# Solution key: RHF, Møller–Plesset orders and full CI for an equilateral Li₃⁺ valence model

**Conventions.** $e^2$ stands for $e^2/4\pi\varepsilon_0$, energies are in eV, and $(pq|rs)=\iint p(1)q(1)\,e^2r_{12}^{-1}\,r(2)s(2)$. "Error" means method minus full CI in the same basis, for the lowest ${}^1A_1'$ state. Work is counted in multiply-adds and memory in stored numbers.

## Part (a). The model and its integrals

*Two valence electrons move in the field of three Li⁺ cores on an equilateral triangle of side $R$. Each centre carries one normalised s Gaussian $a,b,c\propto e^{-\alpha r^2}$. Each core is a unit positive Gaussian charge of exponent $\eta$. Give all integrals.*

The product of two of the functions is their overlap times a unit Gaussian charge of exponent $2\alpha$ at their midpoint. Unit Gaussian charges of exponents $p$ and $q$ at distance $\ell$ interact by $e^2\,\mathrm{erf}(\sqrt{\mu}\,\ell)/\ell$ with $\mu=pq/(p+q)$. The atomic energy is
$$\epsilon(\alpha)=\frac{3\hbar^2\alpha}{2m_e}-2e^2\sqrt{\mu/\pi},\qquad \mu=\frac{2\alpha\eta}{2\alpha+\eta}.$$
The model assumes that the core has the shape of the valence density, $\eta=2\alpha$, and that $\alpha$ minimises $\epsilon$ at that fixed $\eta$. There $\partial\mu/\partial\alpha=1/2$ and $\mu=\alpha$, so $\partial\epsilon/\partial\alpha=0$ gives $\alpha=1/(9\pi a_0^2)$, a length $\alpha^{-1/2}=2.814$ Å. One function then carries every Coulomb term, the core–core repulsion included:
$$g(\ell)=e^2\,\frac{\mathrm{erf}(\sqrt\alpha\,\ell)}{\ell},\qquad U=g(0)=\frac{2E_h}{3\pi}=5.774\ \text{eV}.$$
Since $\hbar^2\alpha/m_e=U/6$, the atom has $\epsilon=U/4-U=-4.331$ eV. With $x=\sqrt\alpha R$, $S=e^{-x^2/2}$, $g_1=g(R)$, $g_2=g(R/2)$ and $g_3=g(\sqrt3R/2)$:
$$h_{aa}=\epsilon-2g_1,\qquad h_{ab}=S\left[\frac U4-\frac{Ux^2}{12}-2g_2-g_3\right],\qquad V_{cc}=3g_1 .$$
The six distinct repulsion integrals, their multiplicities in the ordered list of 81, and their values at $x=1$ are:

| integral | $(aa\vert aa)$ | $(aa\vert bb)$ | $(aa\vert ab)$ | $(aa\vert bc)$ | $(ab\vert ab)$ | $(ab\vert ac)$ |
|---|---|---|---|---|---|---|
| form | $U$ | $g_1$ | $Sg_2$ | $Sg_3$ | $S^2U$ | $S^2g_2$ |
| multiplicity | 3 | 6 | 24 | 12 | 12 | 24 |
| eV | 5.774 | 4.312 | 3.231 | 2.793 | 2.124 | 1.960 |

At $x=1$ also $h_{aa}=-12.956$ eV and $h_{ab}=-8.672$ eV.

## Part (b). RHF without iteration, and its limit

The three functions span $a_1'\oplus e'$ in $D_{3h}$. A totally symmetric density gives a totally symmetric Fock operator, which cannot mix the two species, and $a_1'$ occurs once. The occupied orbital is therefore fixed before any integral is used:
$$\phi_0=\frac{a+b+c}{\sqrt{3n_0}},\quad n_0=1+2S,\qquad h_0=\frac{h_{aa}+2h_{ab}}{n_0}.$$
Summing the list with its multiplicities gives $3T$, where
$$T=U+2g_1+S(8g_2+4g_3)+S^2(4U+8g_2),$$
so that $J_{00}=T/(3n_0^2)$ and $E_{\rm RHF}=2h_0+J_{00}+3g_1$. At $x=1$, $h_0=-13.691$, $J_{00}=5.145$ and $E_{\rm RHF}=-9.300$ eV, which is $-0.638$ eV relative to $2\epsilon$.

For large $R$, $S\to0$ and $g_1\to\gamma=e^2/R$. Then $2h_0\to2\epsilon-4\gamma$ and $J_{00}\to U/3+2\gamma/3$, and
$$E_{\rm RHF}\to 2\epsilon+\frac{U}{3}-\frac{e^2}{3R}.$$
The exact limit is two atoms and one ion, $2\epsilon-4\gamma+\gamma+3\gamma=2\epsilon$. Each centre in the determinant holds 1/3 of an α and 1/3 of a β electron independently, so both electrons sit on one centre with probability $3\times\frac19=\frac13$. That ionic arrangement costs $U-\gamma$, which reproduces the error $(U-\gamma)/3$, tending to $U/3=1.925$ eV.

A common slip is the sign of the $1/R$ term. Three net charges of $+1/3$ repel classically by $+\gamma/3$. The removal of self-interaction subtracts $J_{00}$, whose long-range part is $2\gamma/3$, and leaves $-\gamma/3$. No other restricted orbital does better in this limit: for normalised coefficients $c_i$, $J=\gamma+(U-\gamma)\sum c_i^4$, which is least for equal weights when $U>\gamma$.

## Part (c). The exact answer

Write the singlet spatial function as $\Psi=\sum C_{pq}\,p(1)q(2)$ with $C$ symmetric. A totally symmetric $C$ has one diagonal and one off-diagonal value, so the space has dimension two. With $\mathbb E$ the matrix of ones, $P_0=\mathbb E/3$, $P_1=\mathbb 1-\mathbb E/3$ and $n_1=1-S$, the orthonormal states are $\Phi_0=\phi_0\phi_0$ with $C=P_0/n_0$ and $\Phi_1=(e_xe_x+e_ye_y)/\sqrt2$ with $C=P_1/(\sqrt2\,n_1)$. Single excitations have $E'$ symmetry and drop out.

The repulsion is the bilinear form $\langle X|Y\rangle=\sum X_{pq}Y_{rs}(pr|qs)$. Counting terms gives $\langle\mathbb 1|\mathbb 1\rangle=3A$, $\langle\mathbb 1|\mathbb E\rangle=3B$ and $\langle\mathbb E|\mathbb E\rangle=3T$, with $A=U(1+2S^2)$ and $B=A+(4S+2S^2)g_2$. Hence
$$w=H_{01}=\frac{B-T/3}{\sqrt2\,n_0n_1},\qquad V_{11}=\frac{3A-2B+T/3}{2n_1^2},$$
$$G=H_{11}-H_{00}=2(h_1-h_0)+V_{11}-J_{00},\qquad h_1=\frac{h_{aa}-h_{ab}}{n_1}.$$
The lower root gives the RHF error in closed form:
$$\Delta_{\rm RHF}=E_{\rm RHF}-E_{\rm FCI}=\tfrac12\left[\sqrt{G^2+4w^2}-G\right].$$
For $w\ll G$ this is $w^2/G$. At large $R$, $G\to(U-\gamma)/3$ and $w\to\sqrt2(U-\gamma)/3$, so the root is $U-\gamma$ and $\Delta_{\rm RHF}\to(U-\gamma)/3$, as in part (b). At $x=1$, $h_1=-10.888$, $V_{11}=4.953$, $G=5.414$ and $w=1.355$ eV. Then $\Delta_{\rm RHF}=0.320$ eV, against 0.339 eV from $w^2/G$. This error is a floor: the method has no setting that more work could tighten.

## Part (d). How the Møller–Plesset error falls

The zeroth-order Hamiltonian is the sum of Fock operators $F=h+2J-K$. The orbital energies are $\varepsilon_0=h_0+J_{00}$ and $\varepsilon_1=h_1+2J_{01}-K_{01}$, with $K_{01}=w/\sqrt2$ and
$$J_{01}=\frac{C_J-T/3}{2n_0n_1},\qquad C_J=\sum_{pq}(pq|aa)=U+2g_1+S(4g_2+2g_3).$$
The denominator is $D=2(\varepsilon_1-\varepsilon_0)$. At $x=1$, $J_{01}=4.428$, $K_{01}=0.958$ and $D=11.112$ eV.

In $H(\lambda)=H^{(0)}+\lambda(H-H^{(0)})$ the diagonal gap is $D+\lambda\delta$ with $\delta=G-D$, and the coupling is $\lambda w$. The correlation part $y$ obeys $y^2-(D+\lambda\delta)y-\lambda^2w^2=0$. Matching powers of $\lambda$ gives $E_2=-w^2/D$, which is $-0.165$ eV at $x=1$, and
$$DE_n=\sum_{i=2}^{n-2}E_iE_{n-i}-\delta E_{n-1}\qquad(n\ge3).$$
For the rate, write the root as $D\sqrt{1-2\mu z+z^2}$ with
$$z=\rho\lambda,\qquad\rho=\frac{\sqrt{\delta^2+4w^2}}{D},\qquad\mu=-\frac{\delta}{\rho D}.$$
Multiplying the Legendre generating function by $1-2\mu z+z^2$ gives coefficients $P_n-2\mu P_{n-1}+P_{n-2}$. The recurrence $(2n-1)\mu P_{n-1}=nP_n+(n-1)P_{n-2}$ turns them into $(P_{n-2}-P_n)/(2n-1)$. Thus
$$E_n=-\frac D2\,\rho^n\,\frac{P_{n-2}(\mu)-P_n(\mu)}{2n-1}.$$
For $|\mu|<1$, $P_n$ oscillates with an envelope $n^{-1/2}$, so the terms have an envelope $\rho^nn^{-3/2}$. The series converges geometrically for $\rho<1$ and diverges for $\rho>1$, and single orders can land near the exact value by a change of sign. At large $R$, $J_{01}\to J_{00}$ and $K_{01}\to(U-\gamma)/3$, so $D\to2\gamma$. Then $E_2\to-(U-\gamma)^2/(9\gamma)$ falls without bound, and $\rho$ grows as $UR/2e^2$.

| $x$ | $R$ (Å) | $S$ | $G$ | $D$ | $w$ | $\rho$ | $E_{\rm RHF}-2\epsilon$ | $E_{\rm FCI}-2\epsilon$ |
|---|---|---|---|---|---|---|---|---|
| 1 | 2.814 | 0.6065 | 5.414 | 11.112 | 1.355 | 0.568 | −0.638 | −0.958 |
| 1.5 | 4.221 | 0.3247 | 4.088 | 8.883 | 1.413 | 0.627 | −0.504 | −0.945 |
| 2 | 5.628 | 0.1353 | 2.886 | 6.654 | 1.559 | 0.735 | 0.099 | −0.582 |
| 3 | 8.441 | 0.0111 | 1.625 | 3.672 | 1.911 | 1.181 | 1.187 | −0.078 |

At $x=3$ the limiting formula gives $(5.774-1.706)/3=1.356$ eV. The terms of first order in $S$ that it drops still lower $E_{\rm RHF}$ by 0.169 eV there. Convergence of the series is lost between 5.628 and 8.441 Å.

## Part (e). How work and memory grow

*Let each centre carry $m$ s functions, $M=3m$.*

**Counting.** A site permutation $\tau$ that fixes $f(\tau)$ objects fixes $[f(\tau)^2+f(\tau^2)]/2$ unordered pairs of them. For functions, $f=3m$ for the identity, $m$ for each of three reflections and 0 for the two rotations. Function pairs therefore have $P=M(M+1)/2$, $P_\sigma=(m^2+3m)/2$ and 0 fixed members. Burnside's lemma counts the orbits:
$$d=\frac{P+3P_\sigma}{6}=m(m+1),\qquad N_{\rm int}=\frac{P^2+4P+3P_\sigma^2}{12}\to\frac74m^4 .$$
Here $d$ is the number of free elements of a totally symmetric symmetric matrix, and so also the dimension of the ${}^1A_1'$ space. $N_{\rm int}$ is the number of distinct integrals, against $P(P+1)/2$ without the point group.

**The pass.** Every method here contracts the integral list with a matrix, as $J[X]_{pq}=\sum(pq|rs)X_{rs}$ or $K[X]_{pq}=\sum(pr|qs)X_{rs}$. One such pass forms $d$ distinct outputs of $M^2$ terms each, so $W=dM^2=9m^3(m+1)$. A code blind to the point group forms $P$ outputs, $W'=PM^2$, and $W'/W$ runs from 3 at $m=1$ to 9/2.

| $m$ | $d$ | $N_{\rm int}$ | $P(P+1)/2$ | $W$ | $W'$ | $d(d+1)/2$ |
|---|---|---|---|---|---|---|
| 1 | 2 | 6 | 21 | 18 | 54 | 3 |
| 2 | 6 | 50 | 231 | 216 | 756 | 21 |
| 3 | 12 | 204 | 1035 | 972 | 3645 | 78 |
| 4 | 20 | 582 | 3081 | 2880 | 11232 | 210 |

**RHF.** For two electrons the occupied orbital obeys $(h+J)\phi_0=\varepsilon_0\phi_0$, so an iteration is one pass. The total is $n_{\rm SCF}$ passes, with $n_{\rm SCF}=1$ only at $m=1$; for $m>1$ the $a_1'$ block is $m\times m$ and must be iterated. It stores two vectors of length $d$, the density and its image.

**MP$n$.** The two-electron Hamiltonian acts on a wave function $C$ through $K[C]$ and cheaper one-electron terms. The last SCF pass supplies $J$. The pass $K[C^{(0)}]$ completes $F$ and gives $\psi^{(1)}$ and $E_2$. The pass on $\psi^{(1)}$ gives $E_3$, $\psi^{(2)}$ and also $E_4=\langle\psi^{(1)}|V-E_1|\psi^{(2)}\rangle-E_2\langle\psi^{(1)}|\psi^{(1)}\rangle$, because the image of $\psi^{(1)}$ is already known. Each pass thus buys two orders, as in Wigner's $2n+1$ rule. The total is $n_{\rm SCF}+\lceil n/2\rceil$ passes. The storage is $\lfloor n/2\rfloor+1$ wave-function orders, $\lceil n/2\rceil$ images and $J$, in all $(n+2)d$ numbers. The error envelope shrinks by $\rho^2$ per pass, which is 0.32, 0.39 and 0.54 at the first three geometries.

**Full CI.** It needs no SCF orbitals. One pass on each of $d$ orthonormal states builds the matrix: $d$ passes, work $dW\to9m^6$, storage $d(d+1)/2+2d$. The matrix approaches 2/7 of the integral list, so memory grows as $m^4$ for all three methods and does not decide the choice.

**Terms left out of the pass count.** Transforming two $m\times m$ blocks to and from the orthonormal basis adds about $8m^3$ per pass, 44 per cent of $W$ at $m=1$. It attaches to every pass and leaves the ratios unchanged. Diagonalisation is of order $d^3$, a fraction $(m+1)/9m$ of $dW$, and is one square root at $m=1$. Evaluating the integrals costs $\kappa N_{\rm int}$ for all methods, with $\kappa$ operations per integral. At $m=1$ the total ratio of full CI to RHF is $(6\kappa+36)/(6\kappa+18)$, between 2 and 1, so the pass ratios below are upper bounds.

## Part (f). Cost and error together at $m=1$

Storage excludes the six integrals. Errors are in eV.

| method | passes | work | storage | 2.814 Å | 4.221 Å | 5.628 Å | 8.441 Å |
|---|---|---|---|---|---|---|---|
| RHF | 1 | 18 | 4 | 0.320 | 0.441 | 0.681 | 1.264 |
| MP2 | 2 | 36 | 8 | 0.155 | 0.216 | 0.316 | 0.270 |
| MP3 | 3 | 54 | 10 | 0.070 | 0.095 | 0.109 | −0.285 |
| MP4 | 3 | 54 | 12 | 0.029 | 0.035 | 0.012 | −0.325 |
| MP5 | 4 | 72 | 14 | 0.011 | 0.009 | −0.020 | −0.046 |
| MP6 | 4 | 72 | 16 | 0.003 | −0.001 | −0.021 | 0.214 |
| full CI | 2 | 36 | 7 | 0 | 0 | 0 | 0 |

MP2 removes about half of the RHF error at the three shorter sides. The reason is that $D$ is about twice the true gap $G$: the virtual orbital energy describes an added third electron. The small MP6 entry at 4.221 Å and the small MP5 entry at 8.441 Å come from sign changes, and the second belongs to a divergent series.

## Part (g). The choices

**Cheapest choice for a stated accuracy.** The targets are 0.5 eV, 0.2 eV and $k_BT=0.026$ eV at 300 K. The entry in brackets is the least number of passes at which a Møller–Plesset order meets the target.

| target | 2.814 Å | 4.221 Å | 5.628 Å | 8.441 Å |
|---|---|---|---|---|
| 0.5 eV | RHF, 18 (2) | RHF, 18 (2) | full CI, 36 (2) | full CI, 36 (divergent) |
| 0.2 eV | full CI, 36 (2) | full CI, 36 (3) | full CI, 36 (3) | full CI, 36 (divergent) |
| 0.026 eV | full CI, 36 (4) | full CI, 36 (4) | full CI, 36 (3) | full CI, 36 (divergent) |

RHF wins only where its floor lies under the target. No Møller–Plesset order is ever the pick: MP2 ties with full CI in work and stores one number more, while the higher orders cost 1.5 or 2 times as much for a nonzero error. MP2 spends its second pass on the Fock operator, and full CI spends it on the only excited state. For a whole dissociation curve the RHF error moves from 0.320 eV to 1.925 eV, so none of the three targets is met without full CI.

**Best choice inside a budget.** The budgets count contraction work alone, as the work column of part (f) does; the transformations and the integral evaluation of part (e) are charged outside them. With 20 multiply-adds only RHF fits, with errors from 0.320 to 1.264 eV. With 40, full CI fits and is exact. With 80 the answer is still full CI, and spending 72 on MP6 is worse at every geometry. Without the point group a pass costs 54, so nothing fits in 40 and RHF alone fits in 80. Blind full CI costs $6\times54=324$ if all six singlets are built. It costs $2\times54=108$ if the second vector is taken as the part of $H\Phi_0$ orthogonal to $\Phi_0$, since that part is proportional to $\Phi_1$. Symmetry-adapted full CI at 36 is below blind RHF at 54, so at $m=1$ using the point group matters more than the choice of method. If the transformation term is charged to the budget as well, a symmetry-adapted pass costs $18+8=26$, so RHF needs 26, full CI 52 and MP6 104. Then nothing fits in 20, only RHF fits in 40, and full CI remains the choice in 80, where MP6 no longer fits. Charging the integrals too raises each of these costs by $6\kappa$.

**Larger bases.** The pass counts are $n_{\rm SCF}+\lceil n/2\rceil$ against $d$. With an assumed $n_{\rm SCF}=8$, MP2, MP4 and MP6 take 9, 10 and 11 passes. Full CI takes 6 at $m=2$, fewer than the SCF itself, then 12 at $m=3$ and 20 at $m=4$, where MP4 first has a twofold advantage. Two limits apply. The errors above were computed at $m=1$ only, and $\rho$ changes with the basis. Also, $d$ is an upper bound, because an iterative eigensolver may meet a target in fewer passes. The conclusion is special to two electrons, where full CI contains only single and double excitations.

**Reach of the numbers.** All energies are the model's. As typical knowledge, Li has an ionisation energy near 5.4 eV, and Li₃⁺ has a side near 3 Å, a binding of nearly 3 eV against 2 Li + Li⁺ and a valence correlation energy of the order of 1 eV; lacking p functions and radial freedom, the model binds about a third as strongly and holds about a third of that correlation energy, so the verdict that RHF meets 0.5 eV at short sides does not carry over to the molecule. The form of the limiting error, $(aa|aa)/3-e^2/3R$, and the tie in work between MP2 and full CI hold for any choice of one s function per centre.